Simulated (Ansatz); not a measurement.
## Correcting a cheap level on B-containing molecules

The atomisation energy (no zero-point term) in kJ/mol of 8 B-containing molecules: x at B2PLYP/def2-TZVPP, y at CCSD(T)/CBS estimate. Shapes, held fixed at every level: PBE0-D4/def2-TZVP. Flexible molecules stand in one conformer, not always the lowest. Programs: Ansatz 0.2.0.

| molecule | x (kJ/mol) | y (kJ/mol) |
| --- | --- | --- |
| B2H6S2 (SMILES [BH2-]1[SH+][BH2-][SH+]1) | 3177 | 3209 |
| B2N2H8 (SMILES [BH2-]1[NH2+][BH2-][NH2+]1) | 4257 | 4271 |
| C2H9BS (SMILES [BH3-][S+](C)C) | 4465 | ? |
| BH(CH3)2(SH2) | 4489 | 4529 |
| C2H9BO (SMILES [BH3-][O+](C)C) | 4575 | 4611 |
| C4H4BN (SMILES b1ccccn1) | 4655 | 4644 |
| BH(CH3)2(PH3) | 4763 | 4796 |
| BH(CH3)2(NH3) | 5044 | 5079 |

Fit y = c + s·x to the known rows and predict y for C2H9BS.


1. Means of the 7 rows: x = 4422.86, y = 4448.4.
2. Σ(Δx)² = 2162597, Σ(Δx·Δy) = 2158941, so the slope is 2158941/2162597 = 0.99831.
3. Intercept: 4448.4 − (0.99831) × 4422.86 = 33.0. The largest residual of the fit is 36.
4. C2H9BS: 33.0 + 0.99831 × 4465 = 4490 kJ/mol.

CCSD(T)/CBS estimate gives 4505 kJ/mol, so the prediction is off by -15 kJ/mol, within the largest residual. The largest residual belongs to C4H4BN, which stands apart and tilts the line. Uncorrected, B2PLYP/def2-TZVPP misses it by -40 kJ/mol, and the other rows by 29 on average. The line removes about 60 % of this miss. Left out in turn, the other rows are missed by 21 kJ/mol on average. The CBS estimate extrapolates MP2 from def2-TZVPP and def2-QZVPP and adds CCSD(T) − MP2 in the triple-zeta set, cores frozen.

With a slope of 0.99831, the line is almost a constant upward shift: B2PLYP underbinds most of these molecules by a similar amount, whether the atomisation energy is small or large. The error therefore follows bonding type more than total energy. The saturated adducts with one dative bond form a narrow group, and C2H9BS belongs to it. C4H4BN is the only row that B2PLYP overbinds. Its unsaturated ring has a formal B-N multiple bond and low-lying π* orbitals, so the perturbative correlation term probably overshoots there and offsets the underbinding seen elsewhere. Unsaturation is not the whole story, though, because the saturated ring B2N2H8 also needs a smaller correction than the adducts. C4H4BN pulls the line down near C2H9BS, but this explains only a little under half of the shortfall: refitted without that row, the line would still predict about 8 kJ/mol too low. The fit thus supports a correction for closely related saturated adducts, not one for boron compounds in general. Nor does it show how well B2PLYP describes the dative bond energies themselves, where much of the error may cancel between adduct and fragments.
